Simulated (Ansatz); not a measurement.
## A series in volume scale on Mg

Results calculated with Ansatz 0.2.0, not measured. Plane-wave DFT, scalar-relativistic PAW made under PBE with cores redone for the functional, no dispersion; the given relaxed cell is scaled uniformly, energy at zero smearing counts from the unscaled cell, pressure at the given Fermi-Dirac smearing is positive in compression.

The cell before it is scaled or strained (space group P6_3/mmc, No. 194):
```
CELL_PARAMETERS angstrom
3.17930 0.00000 0.00000
-1.58960 2.75330 0.00000
0.00000 0.00000 5.15690
ATOMIC_POSITIONS crystal
Mg 0.33333 0.66667 0.25000
Mg 0.66667 0.33333 0.75000
```

Settings of every row: spin polarised no; functional r2SCAN; wave cutoff 500 eV; smearing width 0.1 eV; k mesh 19x19x10.

Atom starting moment: 0 on all atoms.

```csv
row,volume scale,V (Å³/atom),energy change per atom (meV),pressure (GPa)
1,0.88,19.862,49.75,6.53
2,0.92,20.765,20.69,3.94
3,0.96,21.668,4.9,1.81
4,1.04,23.473,4.07,-1.39
5,1.08,24.376,15.51,-2.58
6,1.12,25.279,?,?
```

Question: what energy change per atom and pressure should row 6 give?

Worked fit of energy change per atom. Take u = (V_r/V)^(2/3) − 1 with V_r = 21.668 Å³ an atom, which is twice the finite (Eulerian) strain; such expansions in the strain, on which the Birch-Murnaghan equation of state is built, carry the rest volume and the bulk modulus. The shown rows have u = 0.05973, 0.02878, 0, -0.05195, -0.07551. Least squares give energy change per atom = 4.902 + 357.55 × u + 6590.5 × u² meV; a straight line predicts inner rows, each left out in turn, worse (root mean square 14 against 0.055 meV). The rows lie off it by -0.02, 0.04, 0.00, -0.04, 0.03. Its lowest point lies at u = -0.0271, or V = 22.58 Å³ an atom, and the curvature there gives the bulk modulus at fixed shape and fractions, B = (4/9)(1 + u)² E″(u)/V = 39.3 GPa. Letting shape and atoms relax would as a rule lower it, by much in layered, chain or molecular crystals. The withheld row has u = -0.09765, so the fit gives 4.902 + 357.55 × (-0.09765) + 6590.5 × (-0.09765)² = 32.83 meV.

The calculation gave 33.04 meV. The fit lies 0.21 meV (0.46 % of the column's range) below it; its largest miss of a shown row is 0.04 meV. This row lies beyond the range of the fit.

Worked fit of pressure. Take u = (V_r/V)^(2/3) − 1 with V_r = 21.668 Å³ an atom, which is twice the finite (Eulerian) strain; such expansions in the strain, on which the Birch-Murnaghan equation of state is built, carry the rest volume and the bulk modulus. The shown rows have u = 0.05973, 0.02878, 0, -0.05195, -0.07551. Least squares give pressure = 1.81 + 69.75 × u + 154.5 × u² GPa; a straight line predicts inner rows, each left out in turn, worse (root mean square 0.32 against 0.0078 GPa). The rows lie off it by 0.00, -0.01, 0.00, 0.01, 0.00. The pressure vanishes at u = -0.0276, or V = 22.6 Å³ an atom, and there the bulk modulus at fixed shape and fractions is B = −V dP/dV = (2/3)(1 + u) dP/du = 39.7 GPa. Letting shape and atoms relax would as a rule lower it, by much in layered, chain or molecular crystals. The withheld row has u = -0.09765, so the fit gives 1.81 + 69.75 × (-0.09765) + 154.5 × (-0.09765)² = -3.53 GPa.

The calculation gave -3.55 GPa. The fit lies 0.02 GPa (0.2 % of the column's range) above it; its largest miss of a shown row is 0.01 GPa. This row lies beyond the range of the fit.
